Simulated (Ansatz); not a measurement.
# MgCd3: the change of pressure with volume scale

Results calculated with Ansatz 0.2.0, not measured. Free energy against uniform scaling of the volume at fixed shape and fractions; periodic cell, basis, potentials, k mesh and filling as listed.

The cell before it is scaled or strained (space group Pm-3m, No. 221):
```
cell vectors (Å)
   4.4096     0.0000     0.0000
   0.0000     4.4096     0.0000
   0.0000     0.0000     4.4096
atoms (fractions of the cell vectors)
Mg  0.00000  0.00000  0.00000
Cd  0.50000  0.50000  0.00000
Cd  0.50000  0.00000  0.50000
Cd  0.00000  0.50000  0.50000
```

Settings of every row: functional PBEsol; dispersion none; potentials PAW; wave cutoff 530 eV; density cutoff 2120 eV; k mesh 5x5x5; k shift 0x0x0; occupations methfessel paxton; smearing width 0.15 eV; spin none; SCF threshold exponent -5.

Limits: coarse k mesh, up to 40 meV an atom off; loose SCF threshold; stress loosely converged; the cell comes from a prototype or a list of computed structures and needn't be the stable phase.

| row | volume scale | V (Å³/atom) | pressure (GPa) | energy above lowest point (meV/atom) |
| --- | --- | --- | --- | --- |
| 1 | 0.9406 | 20.162 | 1.5 | 2.4 |
| 2 | 0.9703 | 20.799 | ? | ? |
| 3 | 1 | 21.436 | -1.69 | 3.9 |
| 4 | 1.0297 | 22.072 | -2.93 | 13.2 |
| 5 | 1.0594 | 22.709 | -3.98 | 27 |

Question: what pressure should row 2 give?

Worked fit of pressure. Take u = (V_r/V)^(2/3) − 1 with V_r = 21.754 Å³ an atom, which is twice the finite (Eulerian) strain; such expansions in the strain, on which the Birch-Murnaghan equation of state is built, carry the rest volume and the bulk modulus. The shown rows have u = 0.05197, 0.00987, -0.00963, -0.02824. Least squares give pressure = −2.336 + 63.68 × u + 195 × u² GPa; a straight line predicts inner rows, each left out in turn, worse (root mean square 0.19 against 0.0033 GPa). All shown rows lie on it to the printed digit. The pressure vanishes at u = 0.0333, or V = 20.71 Å³ an atom, and there the bulk modulus at fixed shape and fractions is B = −V dP/dV = (2/3)(1 + u) dP/du = 52.8 GPa. The withheld row has u = 0.03038, so the fit gives −2.336 + 63.68 × (0.03038) + 195 × (0.03038)² = -0.22 GPa.

The calculation gave -0.24 GPa. The fit lies 0.02 GPa (8.3 % of the value, 0.36 % of the column's range) above it; its largest miss of a shown row is 0.00 GPa.

The other values of row 2: energy above lowest point 0 meV/atom.
